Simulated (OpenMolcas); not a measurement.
## Exact exchange and the HOMO–LUMO gap of GeH2Cl2 (dichlorogermane)

The species is GeH2Cl2 (5 atoms), meant as a singlet with charge 0. SMILES: `[Cl][GeH2][Cl]`. Geometry: relaxed at PBE0-D4/def2-TZVP.

The HOMO–LUMO gap y, in eV, basis def2-SVPD; a is the functional's share of exact exchange. Programs: OpenMolcas 26.06.

| functional | program | a | y (eV) |
| --- | --- | --- | --- |
| revPBE | OpenMolcas | 0 | 5.89 |
| TPSS | OpenMolcas | 0 | 6.17 |
| B3LYP | OpenMolcas | 0.2 | 7.57 |
| PBE0 | OpenMolcas | 0.25 | ? |
| BHLYP | OpenMolcas | 0.5 | 10.24 |

Problem. Fit y = c + s·a to the known rows and predict PBE0.

Solution. 
1. Means of the 4 rows: a = 0.1750, y = 7.468.
2. Σ(Δa)² = 0.1675, Σ(Δa·Δy) = 1.4068, so the slope is 1.4068/0.1675 = 8.3988.
3. Intercept: 7.468 − (8.3988) × 0.1750 = 5.998. The largest residual of the fit is 0.17.
4. PBE0: 5.998 + (8.3988) × 0.25 = 8.10 eV.

The run gave 8.13 eV, so the prediction is off by -0.03 eV, within the largest residual. Exact exchange lowers occupied levels and raises empty ones. The rows mix families of semi-local functionals, which the line can't see.

The gap widens at every step up in exact exchange, from 5.89 eV with revPBE to 10.24 eV with BHLYP. The near-linearity is expected if the frontier orbitals keep their shape, since the exchange operator then enters their energies in proportion to its share. The HOMO is probably a chlorine lone-pair combination, compact enough for nonlocal exchange to stabilise it strongly by cancelling its self-repulsion. The LUMO probably has Ge–Cl σ* character with some diffuse admixture. An empty orbital has no such self-repulsion to cancel, and it loses the attractive semi-local exchange potential as the exact share grows, so it moves up.

The slope therefore measures how the orbital energies respond to the exchange operator, not a change in Ge–Cl bonding. The PBE0 result supports interpolation within this range for this molecule, but agreement with a line doesn't identify which functional gives the most realistic gap. Nor can these values be read as optical excitation energies, which also include the attraction between the excited electron and the hole.
